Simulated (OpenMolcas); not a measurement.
**How basis sets differ on BHSClF (SMILES FB(S)Cl)**

The species is BHSClF (5 atoms), meant as a singlet with charge 0. SMILES: `FB(S)Cl`. Geometry: relaxed at PBE0-D4/def2-TZVP. This is one conformer, not always the lowest.

Each level gives the HOMO–LUMO gap (eV). The values are calculated.

| level | kind | program | value (eV) | CPU time |
| --- | --- | --- | --- | --- |
| HF/ANO-R0 (sfX2C) | Hartree–Fock | OpenMolcas | 14.83 | 2.6 s |
| HF/STO-3G | Hartree–Fock | OpenMolcas | 15.63 | 2.2 s |
| HF/3-21G | Hartree–Fock | OpenMolcas | 14.66 | 2.3 s |
| HF/def2-SVP | Hartree–Fock | OpenMolcas | 14.67 | 4.6 s |
| HF/def2-SVPD | Hartree–Fock | OpenMolcas | 12.98 | 12 s |
| HF/def2-TZVP | Hartree–Fock | OpenMolcas | 14.35 | 40 s |

The values span 12.98 to 15.63 eV. A Hartree–Fock LUMO above zero doesn't converge with the basis: it sinks as sets grow more diffuse. Orbital gaps aren't excitation energies. CPU times are rough (shared hosts, several kinds of processor): they show what a rung costs within a factor of a few.

The largest change within a single basis family comes from adding diffuse functions: the gap falls from 14.67 eV with def2-SVP to 12.98 eV with def2-SVPD. The larger but less diffuse def2-TZVP gives 14.35 eV, so radial reach matters more here than the number of functions. The HOMO is probably mainly a sulfur 3p lone pair, compact and already reasonably described by valence functions. The lowest virtual orbital instead feels the field of all the electrons, as an added electron would. Compact sets force it into a valence antibonding shape, probably with boron 2p character, whereas diffuse functions let it spread outwards and lose kinetic energy.

The near-agreement of 3-21G and def2-SVP is therefore no sign of convergence. The two minimal sets also differ clearly, probably because the ANO contraction gives better atomic radial shapes than STO-3G; scalar relativity should matter little for such light elements. Without the separate orbital energies, the shifts can't be divided between HOMO and LUMO.
